**Configuration shifts, spin-orbit mixing and term energies in V³⁺**

The table holds two-electron levels of V³⁺ (3d², 3d4s, 3d4p and part of 3d4d) from a B-spline code, by CI in the frozen-core Dirac-Hartree-Fock potential and by CI+MBPT with screened core-valence correlation, Breit and QED. The program converts binding energies to effective quantum numbers, fits term energies and one-electron spin-orbit constants to three configurations, and tests Slater-Racah formulas on the resulting terms. The effective quantum number changes by about −0.03 for 4s, 4p and 4d but by −0.08 for 3d. The spin-orbit model fits the levels with rms residuals of 0.4 to 5.7 cm⁻¹, predicts $g$ factors and purities, and reproduces the inversion of 3d4p ³P₁ and ³P₀ through a small first-order interval and a push from ¹P₁. Three-parameter Slater theory fails for 3d², and ¹S, held out of a four-parameter solution, lies 2,413 cm⁻¹ below the model in CI and 971 cm⁻¹ above it in CI+MBPT, the latter only when the fourth parameter is included.

Calculated values. Levels of V³⁺ from B-spline many-body code 1 (no-pair Dirac), with two valence electrons outside a closed [Ne] 3s² 3p⁶ core and a finite nucleus of rms radius 3.6002 fm. CI uses the frozen-core Dirac-Hartree-Fock potential; CI+MBPT adds screened core-valence correlation, Breit and QED. Energies are relative to 3d² ³F₂.

## Numerical check

```python
# Table: V3+ two-electron levels (cm-1), B-spline code, frozen-core DHF CI and CI+MBPT (core-valence, Breit, QED).
# Tested: effective quantum numbers for configuration shifts, one-electron spin-orbit mixing, Slater/Racah term energies.
T = {
    'level_configuration': ['3d2', '3d2', '3d2', '3d2', '3d2', '3d2', '3d2', '3d2', '3d2', '3d4s', '3d4s', '3d4s', '3d4s', '3d4p', '3d4p', '3d4p', '3d4p', '3d4p', '3d4p', '3d4p', '3d4p', '3d4p', '3d4p', '3d4p', '3d4p', '3d4d', '3d4d', '3d4d', '3d4d', '3d4d', '3d4d', '3d4d', '3d4d', '3d4d', '3d4d', '3d4d'],
    'level_term': ['3F', '3F', '3F', '1D', '3P', '3P', '3P', '1G', '1S', '3D', '3D', '3D', '1D', '1D', '3D', '3D', '3D', '3F', '3F', '3F', '3P', '3P', '3P', '1F', '1P', '1F', '3D', '3D', '3D', '3G', '1P', '3G', '3G', '3S', '3F', '3F'],
    'level_j': [2, 3, 4, 2, 0, 1, 2, 4, 0, 1, 2, 3, 2, 2, 1, 2, 3, 2, 3, 4, 1, 0, 2, 3, 1, 3, 1, 2, 3, 3, 1, 4, 5, 1, 2, 3],
    'level_parity': ['even', 'even', 'even', 'even', 'even', 'even', 'even', 'even', 'even', 'even', 'even', 'even', 'even', 'odd', 'odd', 'odd', 'odd', 'odd', 'odd', 'odd', 'odd', 'odd', 'odd', 'odd', 'odd', 'even', 'even', 'even', 'even', 'even', 'even', 'even', 'even', 'even', 'even', 'even'],
    'level_jj': ['3/2,3/2', '3/2,5/2', '5/2,5/2', '5/2,5/2', '3/2,3/2', '3/2,5/2', '5/2,5/2', '3/2,5/2', '5/2,5/2', '3/2,1/2', '3/2,1/2', '5/2,1/2', '5/2,1/2', '5/2,3/2', '3/2,1/2', '5/2,1/2', '5/2,3/2', '3/2,1/2', '3/2,3/2', '5/2,3/2', '3/2,3/2', '3/2,3/2', '5/2,3/2', '3/2,3/2', '5/2,3/2', '3/2,5/2', '3/2,3/2', '3/2,5/2', '5/2,5/2', '3/2,3/2', '5/2,5/2', '3/2,5/2', '5/2,5/2', '5/2,5/2', '3/2,3/2', '5/2,3/2'],
    'level_term_purity': [0.999, 1.0, 1.0, 0.984, 1.0, 1.0, 0.985, 1.0, 1.0, 1.0, 0.994, 1.0, 0.994, 0.97, 0.996, 0.961, 0.947, 0.946, 0.95, 1.0, 0.986, 1.0, 0.995, 0.997, 0.984, 0.973, 0.946, 0.999, 0.979, 0.989, 0.939, 0.999, 1.0, 0.991, 0.994, 0.998],
    'level_lande_g': [0.6662, 1.083, 1.25, 1.007, None, 1.501, 1.494, 1.0, None, 0.4988, 1.166, 1.334, 1.001, 0.994, 0.5016, 1.152, 1.321, 0.6894, 1.096, 1.251, 1.493, None, 1.499, 1.001, 1.005, 1.004, 0.5261, 1.167, 1.326, 0.7527, 0.9807, 1.05, 1.2, 1.994, 0.6681, 1.083],
    'level_energy_ci': [0.0, 291.9, 669.7, 11310.5, 14156.1, 14253.8, 14458.6, 18969.3, 41184.6, 78146.3, 78356.8, 78732.6, 81950.5, 124593.7, 126109.1, 126414.5, 126821.8, 126978.0, 127473.9, 128152.4, 131371.3, 131395.8, 131535.4, 133057.4, 134516.4, 194502.1, 195381.8, 195567.6, 195808.9, 196256.8, 196829.1, 196518.9, 196877.6, 198833.6, 203268.7, 203500.7],  # cm⁻¹
    'level_energy': [0.0, 317.8, 719.7, 11460.0, 13609.1, 13721.1, 13936.4, 18467.0, 44624.5, 96982.8, 97200.1, 97586.0, 101105.9, 145040.9, 146897.2, 147211.0, 147639.5, 148008.2, 148528.7, 149246.2, 152463.9, 152483.4, 152607.0, 154824.7, 156612.2, 217267.7, 218201.2, 218398.0, 218638.8, 219100.3, 219358.1, 219361.1, 219722.4, 221635.7, 224184.8, 224421.4],  # cm⁻¹
}
import numpy as np
from scipy.constants import physical_constants as pc, e, h, c
from scipy.optimize import least_squares
R = pc['Rydberg constant'][0]/100; ev = e/(h*c*100); gs = abs(pc['electron g factor'][0])
cf = np.array([str(x) for x in T['level_configuration']]); tm = np.array([str(x) for x in T['level_term']])
J = np.array([int(x) for x in T['level_j']]); pur = np.array(T['level_term_purity'], float)
g = np.array([float(x) if isinstance(x, (int, float)) else -1.0 for x in T['level_lande_g']])
E = {'CI': np.array(T['level_energy_ci'], float), 'MBPT': np.array(T['level_energy'], float)}; d = E['MBPT']-E['CI']
IE = {'CI': 43.6007*ev, 'MBPT': 46.7469*ev}; nist = 46.709  # further outputs of the same run; NIST value from the notes
print("Energies in cm-1, table rounding 0.05; MBPT means CI+MBPT")
print(f"IE: CI {IE['CI']:.0f}, MBPT {IE['MBPT']:.0f}; minus NIST: CI {IE['CI']/ev-nist:+.3f} eV, MBPT {IE['MBPT']/ev-nist:+.3f} eV")
gain = []
for nm, m in [('3d2', cf == '3d2'), ('3d4s', cf == '3d4s'), ('3d4p', cf == '3d4p'), ('3d4d 3G only', (cf == '3d4d') & (tm == '3G'))]:
    b0, b1 = [IE[k]-np.average(E[k][m], weights=2*J[m]+1) for k in E]; n0, n1 = 4*np.sqrt(R/b0), 4*np.sqrt(R/b1); gain.append(b1-b0)
    print(f"{nm}: shift {d[m].min():.0f} to {d[m].max():.0f}; binding gain {b1-b0:.0f} ({100*(b1/b0-1):.1f}%); n* {n0:.3f} -> {n1:.3f}, change {n1-n0:+.4f}")
print("3d4d shifts: " + ", ".join(f"{t}{j} {x:.0f}" for t, j, x in zip(tm[cf == '3d4d'], J[cf == '3d4d'], d[cf == '3d4d'])))
def ang(j):
    m = np.arange(j, -j-1, -1.0); p = np.diag(np.sqrt(j*(j+1)-m[1:]*(m[1:]+1)), 1)
    return [(p+p.T)/2, (p-p.T)/2j, np.diag(m)]
dot = lambda a, b: sum(x@y for x, y in zip(a, b))
def fit(conf, l2, k):
    js = [2, l2, .5, .5]; I = [np.eye(int(2*j+1)) for j in js]; o = []
    for i, j in enumerate(js):
        o.append([np.kron(np.kron(*(I[:i]+[a]+I[i+1:])[:2]), np.kron(*(I[:i]+[a]+I[i+1:])[2:])) for a in ang(j)])
    L = [a+b for a, b in zip(o[0], o[1])]; S = [a+b for a, b in zip(o[2], o[3])]; Jt = [a+b for a, b in zip(L, S)]
    w, U = np.linalg.eigh(200*dot(L, L)+50*dot(S, S)+dot(Jt, Jt)+0.01*Jt[2])
    r = np.where(cf == conf)[0]; Lr = np.array(['SPDFG'.index(t[1]) for t in tm[r]]); Sr = np.array([(int(t[0])-1)//2 for t in tm[r]]); j = J[r]
    U = U[:, [np.argmin(abs(w-x)) for x in 200*Lr*(Lr+1)+50*Sr*(Sr+1)+j*(j+1)]]
    a, b = [U.conj().T@dot(o[i], o[i+2])@U for i in (0, 1)]; ops = {2: [a+b], 0: [a], 1: [a, b]}[l2]
    ts = sorted(set(tm[r])); ix = [ts.index(t) for t in tm[r]]; n = len(ts)
    H = lambda p: np.diag(p[ix])+sum(z*x for z, x in zip(p[n:], ops))
    def lev(p):
        x, V = np.linalg.eigh(H(p)); q = np.argmax(abs(V), 1); return x[q], abs(V[:, q])**2
    p = least_squares(lambda p: lev(p)[0]-E[k][r], [E[k][r][tm[r] == t].mean() for t in ts]+[230, 600][:len(ops)]).x
    x, W = lev(p); gL = 1+(gs-1)*(j*(j+1)+Sr*(Sr+1)-Lr*(Lr+1))/np.maximum(2*j*(j+1), 1)
    return dict(r=r, t=dict(zip(ts, p)), z=p[n:], res=E[k][r]-x, pu=np.diag(W), g=gL@W, H=H(p), lab=[t+str(y) for t, y in zip(tm[r], j)])
F = {(a, k): fit(a, l, k) for a, l in [('3d2', 2), ('3d4s', 0), ('3d4p', 1)] for k in E}
for (a, k), f in F.items():
    i = np.argmax(abs(f['res'])); print(f"{a} {k}: zeta {np.round(f['z'], 1)} ({len(f['t'])+len(f['z'])} parameters, {len(f['r'])} levels), rms {np.sqrt(np.mean(f['res']**2)):.1f}, worst {f['lab'][i]} {f['res'][i]:+.1f}")
for a in ['3d2', '3d4s', '3d4p']:
    f = F[a, 'MBPT']; r = f['r']; ok = J[r] > 0; dg = np.where(ok, abs(f['g']-g[r]), 0); dp = abs(f['pu']-pur[r])
    print(f"{a} MBPT predicted, not fitted: worst g error {dg.max():.4f} ({f['lab'][dg.argmax()]}), worst purity error {dp.max():.3f} ({f['lab'][dp.argmax()]})")
    print("  residuals table-model: " + " ".join(f"{s}:{x:+.0f}" for s, x in zip(f['lab'], f['res'])))
f = F['3d2', 'MBPT']; print("3d2 purity model/table: " + " ".join(f"{s}:{x:.3f}/{y:.3f}" for s, x, y in zip(f['lab'], f['pu'], pur[f['r']]) if s[2] == '2'))
lv = lambda k, a, s: E[k][F[a, k]['r'][F[a, k]['lab'].index(s)]]
M = np.array([[1, -8, 0, 12], [1, 7, 0, 2], [1, -3, 2, 6], [1, 4, 2, 20], [1, 14, 7, 0]], float); o5 = ['3F', '3P', '1D', '1G', '1S']; off = {}
for k in E:
    print(f"--- {k} ---"); t = F['3d2', k]['t']; y = np.array([t[s] for s in o5])
    print(f"3d2 3F interval ratio {(lv(k,'3d2','3F4')-lv(k,'3d2','3F3'))/lv(k,'3d2','3F3'):.3f} (Lande 1.333); (1G-1D)/(3P-3F) {(y[3]-y[2])/(y[1]-y[0]):.3f} (Slater 0.467)")
    print("3d2 terms above 3F, spin-orbit removed: " + " ".join(f"{s}:{v-y[0]:.0f}" for s, v in zip(o5[1:], y[1:])))
    p = np.linalg.lstsq(M[:, :3], y, rcond=None)[0]
    print(f"Racah on 5 terms: B {p[1]:.0f}, C {p[2]:.0f}; residuals " + " ".join(f"{s}:{v:+.0f}" for s, v in zip(o5, y-M[:, :3]@p)))
    p = np.linalg.solve(M[:4], y[:4]); off[k] = y[4]-M[4]@p
    print(f"with alpha L(L+1), exact on 4 terms: B {p[1]:.0f}, C {p[2]:.0f}, alpha {p[3]:.0f}; 1S predicted {M[4]@p-y[0]:.0f}, table-model {off[k]:+.0f}")
    t = F['3d4s', k]['t']; print(f"3d4s 1D-3D {t['1D']-t['3D']:.0f}, G2 integral {2.5*(t['1D']-t['3D']):.0f}")
    f = F['3d4p', k]; s = np.array([f['t']['1'+x]-f['t']['3'+x] for x in 'PDF']); A = 2*np.array([[1, 63], [-3, 21], [6, 3.]]); q = np.linalg.lstsq(A, s, rcond=None)[0]
    print(f"3d4p singlet-triplet P, D, F: {np.round(s)}; model {np.round(A@q)}; G1/15 {q[0]:.0f}, G3/245 {q[1]:.1f}")
    i, u, v, z = [f['lab'].index(x) for x in ('3P1', '1P1', '3D1', '3P0')]; Hm = f['H']; ps = [abs(Hm[i, x])**2/(Hm[i, i]-Hm[x, x]).real for x in (u, v)]
    tb = lv(k, '3d4p', '3P1')-lv(k, '3d4p', '3P0')
    print(f"3d4p 3P1-3P0: table {tb:+.1f}, model {tb-f['res'][i]+f['res'][z]:+.1f}; first order {(Hm[i,i]-Hm[z,z]).real:+.1f}, push by 1P1 {ps[0]:+.1f}, by 3D1 {ps[1]:+.1f}")
print("3d2 term shifts MBPT-CI relative to 3F: " + " ".join(f"{s}:{F['3d2','MBPT']['t'][s]-F['3d2','MBPT']['t']['3F']-F['3d2','CI']['t'][s]+F['3d2','CI']['t']['3F']:+.0f}" for s in o5[1:]))
assert gain[0] > gain[1] > gain[2] > gain[3] > 0
assert off['CI'] < 0 < off['MBPT']
assert all(150 < F[a, k]['z'][0] < 300 for a in ('3d2', '3d4s') for k in E)
```

It prints:

```
Energies in cm-1, table rounding 0.05; MBPT means CI+MBPT
IE: CI 351663, MBPT 377039; minus NIST: CI -3.108 eV, MBPT +0.038 eV
3d2: shift -547 to 3440; binding gain 25475 (7.4%); n* 2.264 -> 2.184, change -0.0797
3d4s: shift 18836 to 19155; binding gain 6452 (2.4%); n* 2.539 -> 2.510, change -0.0296
3d4p: shift 20447 to 22096; binding gain 4291 (1.9%); n* 2.806 -> 2.779, change -0.0266
3d4d 3G only: shift 22842 to 22845; binding gain 2532 (1.6%); n* 3.365 -> 3.338, change -0.0271
3d4d shifts: 1F3 22766, 3D1 22819, 3D2 22830, 3D3 22830, 3G3 22844, 1P1 22529, 3G4 22842, 3G5 22845, 3S1 22802, 3F2 20916, 3F3 20921
3d2 CI: zeta [188.1] (6 parameters, 9 levels), rms 3.0, worst 3P2 -6.1
3d2 MBPT: zeta [200.8] (6 parameters, 9 levels), rms 5.7, worst 3P2 -12.1
3d4s CI: zeta [234.6] (3 parameters, 4 levels), rms 0.4, worst 3D2 -0.6
3d4s MBPT: zeta [241.4] (3 parameters, 4 levels), rms 0.6, worst 3D2 -1.0
3d4p CI: zeta [243.5 596.3] (8 parameters, 12 levels), rms 3.7, worst 3D1 +8.1
3d4p MBPT: zeta [248.  631.2] (8 parameters, 12 levels), rms 3.9, worst 3D1 +8.4
3d2 MBPT predicted, not fitted: worst g error 0.0005 (3F4), worst purity error 0.001 (1D2)
  residuals table-model: 3F2:-6 3F3:+2 3F4:+4 1D2:+0 3P0:+4 3P1:+8 3P2:-12 1G4:-0 1S0:-0
3d4s MBPT predicted, not fitted: worst g error 0.0001 (3D3), worst purity error 0.000 (3D2)
  residuals table-model: 3D1:+1 3D2:-1 3D3:+0 1D2:+0
3d4p MBPT predicted, not fitted: worst g error 0.0029 (3F2), worst purity error 0.007 (3F2)
  residuals table-model: 1D2:+0 3D1:+8 3D2:-1 3D3:-7 3F2:-4 3F3:-1 3F4:+5 3P1:-1 3P0:-2 3P2:+4 1F3:+0 1P1:-0
3d2 purity model/table: 3F2:0.999/0.999 1D2:0.985/0.984 3P2:0.986/0.985
--- CI ---
3d2 3F interval ratio 1.294 (Lande 1.333); (1G-1D)/(3P-3F) 0.547 (Slater 0.467)
3d2 terms above 3F, spin-orbit removed: 3P:13961 1D:10940 1G:18581 1S:40790
Racah on 5 terms: B 931, C 2889; residuals 3F:-446 3P:-447 1D:+62 1G:+1187 1S:-357
with alpha L(L+1), exact on 4 terms: B 971, C 3224, alpha 60; 1S predicted 43203, table-model -2413
3d4s 1D-3D 3430, G2 integral 8574
3d4p singlet-triplet P, D, F: [ 2950. -1893.  5431.]; model [ 2971. -1953.  5398.]; G1/15 442, G3/245 16.6
3d4p 3P1-3P0: table -24.5, model -28.6; first order +33.6, push by 1P1 -73.8, by 3D1 +4.4
--- MBPT ---
3d2 3F interval ratio 1.265 (Lande 1.333); (1G-1D)/(3P-3F) 0.521 (Slater 0.467)
3d2 terms above 3F, spin-orbit removed: 3P:13397 1D:11070 1G:18048 1S:44200
Racah on 5 terms: B 911, C 3469; residuals 3F:+133 3P:-141 1D:-293 1G:+305 1S:-3
with alpha L(L+1), exact on 4 terms: B 919, C 3354, alpha 39; 1S predicted 43230, table-model +971
3d4s 1D-3D 3739, G2 integral 9348
3d4p singlet-triplet P, D, F: [ 3985. -2259.  6128.]; model [ 3919. -2077.  6229.]; G1/15 508, G3/245 23.0
3d4p 3P1-3P0: table -19.5, model -20.5; first order +28.2, push by 1P1 -58.9, by 3D1 +4.9
3d2 term shifts MBPT-CI relative to 3F: 3P:-563 1D:+129 1G:-533 1S:+3410
```
